**BaH⁺ across five methods: step sizes, curve tilt and the shape of the well**

The table holds r_e, ω_e and D_e of closed-shell ¹Σ⁺ BaH⁺ from r2SCAN, TPSSh, PBE0, HF and MP2, with a spin-free all-electron X2C Hamiltonian in the dyall-v2z basis. The program tests the shift of the minimum −ΔE′/k on the HF curve, the law ω_e ∝ r_e^(−3/2) of an ionic well against a Morse well tied to D_e, and straight lines in the share of exact exchange. The tilt formula gives −0.0278 Å for MP2 (table −0.028 Å) and −0.0557 Å for PBE0 (table −0.057 Å); the power law fits ω_e to 4 cm⁻¹ rms but misorders TPSSh and PBE0, and the Morse anharmonicity is 1.5 to 3.2 times too large. The functionals agree within 0.004 Å and 9 cm⁻¹ but spread over 0.39 eV in D_e, which is not monotonic in exact exchange. The two-component runs, which also add mean-field Coulomb and Gaunt terms, change r_e by −0.001 Å and, for TPSSh, HF and MP2, D_e by 3 to 4 meV.

Calculated values. BaH⁺, in-house axial X2C program (version 1): all-electron, spin-free one-electron X2C with Gaussian nuclei and the dyall-v2z basis (contracted cores) on both atoms. MP2 correlates ten electrons, with the Ba shells through 4d frozen. D_e is taken to the separate atoms in their lowest determinants, without zero-point energy or counterpoise correction.

## Program and output

```python
# Table: r_e, omega_e, D_e of BaH+ (1Sigma+), in-house axial X2C program, spin-free X2C-1e, dyall-v2z;
# r2SCAN, TPSSh, PBE0, HF, MP2. Tested: step sizes; shift of minimum -dE'/k; omega_e ~ r_e^-3/2 (ionic well)
# against a Morse well tied to D_e; linearity in exact exchange; size of the two-component changes.
T = {
    'method': ['r2SCAN', 'TPSSh', 'PBE0', 'HF', 'MP2'],
    'exx': [0, 10, 25, 100, None],  # %
    're': [2.144, 2.141, 2.14, 2.197, 2.169],  # Å
    'we': [1361, 1370, 1364, 1322, 1338],  # 1/cm
    'de': [2.64, 2.84, 2.45, 1.47, 1.84],  # eV
}
import numpy as np
from scipy import constants as C
m = list(T['method']); ix = {n: i for i, n in enumerate(m)}
re, we, de = (np.array(T[k], float) for k in ('re', 'we', 'de'))
pc = C.physical_constants; Eh = pc['Hartree energy'][0]; a0 = pc['Bohr radius'][0]
HeV = Eh/C.e; cm = C.e/(C.h*C.c*100); kcal = 4184/C.N_A/C.e; eA = C.e*1e-10*C.c/1e-21
# typed from further outputs of the same runs (curves in hartree: spin-free unless named 2c)
mBa, mH = 137.905241, 1.007825; mu = mBa*mH/(mBa+mH)*C.atomic_mass
R = np.array([1.8618,1.9474,2.0116,2.0758,2.14,2.2149,2.2898,2.3861,2.5038,2.675])
HF = -8132-np.array([.04347,.05232,.05676,.05964,.06117,.06154,.06064,.05799,.05299,.04336])
MP = -8132-np.array([.19376,.2018,.20566,.208,.20903,.20889,.20755,.20444,.19905,.18914])
PB = -8134-np.array([.82553,.83273,.83602,.83783,.83838,.83773,.83594,.83232,.82642,.81598])
H2c = -8128-np.array([.71892,.72775,.73217,.73502,.73654,.7369,.73598,.73331,.72829,.71864])
wx = {'TPSSh': 13.88226, 'HF': 11.45512, 'MP2': 13.00003}  # TPSSh value from the 2c run
dip = {'r2SCAN': -4.59916, 'TPSSh': -4.613477, 'PBE0': -4.642128, 'HF': -5.720677}  # D, 2.14 A
De2 = {'TPSSh': (2.836707, 2.841047), 'HF': (1.47068, 1.473816), 'MP2': (1.843747, 1.847925)}
print(f"rounding floor: 0.0005 A, 0.5 1/cm, 0.005 eV, curves 5e-6 Eh; 1 kcal/mol = {kcal:.3f} eV")
k = mu*(2*np.pi*C.c*100*we)**2; B = C.h/(8*np.pi**2*C.c*100*mu*(re*1e-10)**2)
Cf = np.mean(we*re**1.5); res = we-Cf/re**1.5
print("method  k[N/m] k*re^3[au] Be[1/cm] ZPE[eV] D0[eV] we-C*re^-1.5[1/cm]")
for i, n in enumerate(m):
    print(f"{n:7s} {k[i]:.1f} {k[i]*(re[i]*1e-10)**3/(Eh*a0):.2f} {B[i]:.3f} {we[i]/2/cm:.3f} {de[i]-we[i]/2/cm:.2f} {res[i]:+.1f}")
p = np.polyfit(np.log(re), np.log(we), 1); r2 = we-np.exp(np.polyval(p, np.log(re)))
print(f"C={Cf:.0f}; rms {res.std():.1f}, worst {m[np.argmax(abs(res))]}, floor ~1 1/cm; we range {np.ptp(we):.0f} 1/cm")
print(f"free exponent {p[0]:.2f}, rms {r2.std():.1f} 1/cm; De max/min {de.max()/de.min():.2f}, we max/min {we.max()/we.min():.3f}")
for n, v in wx.items():
    w = we[ix[n]]**2/(4*de[ix[n]]*cm); print(f"Morse wexe {n}: {w:.1f} vs fitted {v:.1f} 1/cm, ratio {w/v:.1f}")
print("step: d_re[A] d_Be[%] d_we[1/cm] d_we[%] d_De[eV] d_De[kcal/mol]")
for a, b in [('HF','MP2'),('HF','PBE0'),('MP2','PBE0'),('MP2','TPSSh'),('r2SCAN','TPSSh'),('TPSSh','PBE0')]:
    i, j = ix[a], ix[b]
    print(f"{a}->{b}: {re[j]-re[i]:+.3f} {100*(B[j]/B[i]-1):+.1f} {we[j]-we[i]:+.0f} {100*(we[j]/we[i]-1):+.1f} {de[j]-de[i]:+.2f} {(de[j]-de[i])/kcal:+.0f}")
d = [ix[n] for n in ('r2SCAN', 'TPSSh', 'PBE0')]; h, q = ix['HF'], ix['MP2']
print(f"functional spread: {np.ptp(re[d]):.3f} A, Be {100*np.ptp(B[d])/B[d].mean():.1f}%, {np.ptp(we[d]):.0f} 1/cm, {np.ptp(de[d]):.2f} eV = {np.ptp(de[d])/kcal:.0f} kcal/mol")
print(f"ZPE range over all rows {np.ptp(we)/2/cm:.4f} eV")
j4 = d+[h]; x = np.array([T['exx'][i] for i in j4], float)  # MP2 left out: no exchange share defined
for nm, y in (('re[A]', re), ('De[eV]', de)):
    f = np.polyfit(x, y[j4], 1); g = np.polyfit(x[:3], y[d], 1)
    print(f"{nm} vs exx: slope {f[0]:+.5f}/%, resid r2SCAN,TPSSh,PBE0,HF", np.round(y[j4]-np.polyval(f, x), 3))
    print(f"  functionals only: slope {g[0]:+.5f}/%, at 100% {np.polyval(g,100):.3f} vs HF {y[h]:.3f}")
kA = k[h]*1e-20/Eh; print(f"k(HF) = {kA:.4f} Eh/A^2; shift of minimum = -slope/k at re(HF)")
for n, E, deg, ref in (('MP2', MP, 3, re[q]-re[h]), ('PBE0', PB, 3, re[ix['PBE0']]-re[h]), ('HF 2c', H2c, 1, -0.001)):
    s = np.polyfit(R-re[h], E-HF, deg)[-2]  # -0.001 A: change common to all rows, from the notes
    print(f"{n}-HF: slope {s:+.5f} Eh/A, model {-s/kA:+.4f} A, found {ref:+.3f} A, resid {ref+s/kA:+.4f}")
Ec = MP-HF; Ea = -8131.64143+8131.50758; Em = -8132.20914+8132.06158  # Ba+ energies, curve minima (outputs)
print(f"MP2 Ec at R=1.86, 2.14, 2.675 A: {Ec[0]:.5f} {Ec[4]:.5f} {Ec[-1]:.5f} Eh")
print(f"Ec Ba+ {Ea:.5f}, min-to-min BaH+ {Em:.5f} Eh; gain {(Ea-Em)*HeV:.3f} eV = {100*(Em-Ea)/Em:.0f}% of Ec")
print(f"MP2 closes {100*(de[q]-de[h])/(de[d].min()-de[h]):.0f}% of HF-PBE0 and {100*(de[q]-de[h])/(de[d].max()-de[h]):.0f}% of HF-TPSSh De gap")
S = H2c-HF; print(f"HF 2c shift: mean {S.mean():.4f} Eh, variation over curve {np.ptp(S)*HeV*1e3:.1f} meV")
print("De 2c - spin-free [meV]:", {n: round(1e3*(v[1]-v[0]), 1) for n, v in De2.items()})
print(f"MP2 2c - spin-free: re {2.167879-2.168801:+.4f} A, we {1338.55139-1337.69295:+.2f} 1/cm (outputs)")
print(f"TPSSh 2c levels: 5p lowest to next {(0.94132-0.87203)*HeV:.2f} eV; 5d delta 3/2-5/2 {(0.21909-0.21456)*HeV:.2f} eV")
print(f"dipole Ba2+H- point charges {-eA*2.14:.1f} D; mu/(eR):", {n: round(v/(eA*2.14), 2) for n, v in dip.items()})
print(f"dipole HF/PBE0 {dip['HF']/dip['PBE0']:.2f}; origin Ba vs centre of mass {eA*2.14*mH/(mBa+mH):.3f} D")
nb = 12+13*3+8*5+5+3; print(f"basis functions {nb}, virtual spin orbitals {2*nb-56}; MP2 keeps 108 (spin-free), 104 (2c)")
assert de[h] < de[q] < de[d].min() and re[h] > re[q] > re[d].max()
assert de[ix['TPSSh']] > de[ix['r2SCAN']] > de[ix['PBE0']]
assert -2 < p[0] < -1
assert max(v[1]-v[0] for v in De2.values()) < kcal < np.ptp(de[d])
```

Printed output:

```
rounding floor: 0.0005 A, 0.5 1/cm, 0.005 eV, curves 5e-6 Eh; 1 kcal/mol = 0.043 eV
method  k[N/m] k*re^3[au] Be[1/cm] ZPE[eV] D0[eV] we-C*re^-1.5[1/cm]
r2SCAN  109.2 4.66 3.665 0.084 2.56 -3.2
TPSSh   110.6 4.71 3.676 0.085 2.76 +2.9
PBE0    109.7 4.66 3.679 0.085 2.37 -4.0
HF      103.0 4.74 3.491 0.082 1.39 +6.8
MP2     105.5 4.67 3.581 0.083 1.76 -2.7
C=4283; rms 4.2, worst HF, floor ~1 1/cm; we range 48 1/cm
free exponent -1.30, rms 3.2 1/cm; De max/min 1.93, we max/min 1.036
Morse wexe TPSSh: 20.5 vs fitted 13.9 1/cm, ratio 1.5
Morse wexe HF: 36.9 vs fitted 11.5 1/cm, ratio 3.2
Morse wexe MP2: 30.2 vs fitted 13.0 1/cm, ratio 2.3
step: d_re[A] d_Be[%] d_we[1/cm] d_we[%] d_De[eV] d_De[kcal/mol]
HF->MP2: -0.028 +2.6 +16 +1.2 +0.37 +9
HF->PBE0: -0.057 +5.4 +42 +3.2 +0.98 +23
MP2->PBE0: -0.029 +2.7 +26 +1.9 +0.61 +14
MP2->TPSSh: -0.028 +2.6 +32 +2.4 +1.00 +23
r2SCAN->TPSSh: -0.003 +0.3 +9 +0.7 +0.20 +5
TPSSh->PBE0: -0.001 +0.1 -6 -0.4 -0.39 -9
functional spread: 0.004 A, Be 0.4%, 9 1/cm, 0.39 eV = 9 kcal/mol
ZPE range over all rows 0.0030 eV
re[A] vs exx: slope +0.00059/%, resid r2SCAN,TPSSh,PBE0,HF [ 0.008 -0.001 -0.01   0.003]
  functionals only: slope -0.00015/%, at 100% 2.128 vs HF 2.197
De[eV] vs exx: slope -0.01307/%, resid r2SCAN,TPSSh,PBE0,HF [-0.151  0.18  -0.014 -0.014]
  functionals only: slope -0.00905/%, at 100% 1.844 vs HF 1.470
k(HF) = 0.2363 Eh/A^2; shift of minimum = -slope/k at re(HF)
MP2-HF: slope +0.00657 Eh/A, model -0.0278 A, found -0.028 A, resid -0.0002
PBE0-HF: slope +0.01317 Eh/A, model -0.0557 A, found -0.057 A, resid -0.0013
HF 2c-HF: slope +0.00021 Eh/A, model -0.0009 A, found -0.001 A, resid -0.0001
MP2 Ec at R=1.86, 2.14, 2.675 A: -0.15029 -0.14786 -0.14578 Eh
Ec Ba+ -0.13385, min-to-min BaH+ -0.14756 Eh; gain 0.373 eV = 9% of Ec
MP2 closes 38% of HF-PBE0 and 27% of HF-TPSSh De gap
HF 2c shift: mean 3.3246 Eh, variation over curve 4.6 meV
De 2c - spin-free [meV]: {'TPSSh': 4.3, 'HF': 3.1, 'MP2': 4.2}
MP2 2c - spin-free: re -0.0009 A, we +0.86 1/cm (outputs)
TPSSh 2c levels: 5p lowest to next 1.89 eV; 5d delta 3/2-5/2 0.12 eV
dipole Ba2+H- point charges -10.3 D; mu/(eR): {'r2SCAN': -0.45, 'TPSSh': -0.45, 'PBE0': -0.45, 'HF': -0.56}
dipole HF/PBE0 1.23; origin Ba vs centre of mass 0.075 D
basis functions 99, virtual spin orbitals 142; MP2 keeps 108 (spin-free), 104 (2c)
```
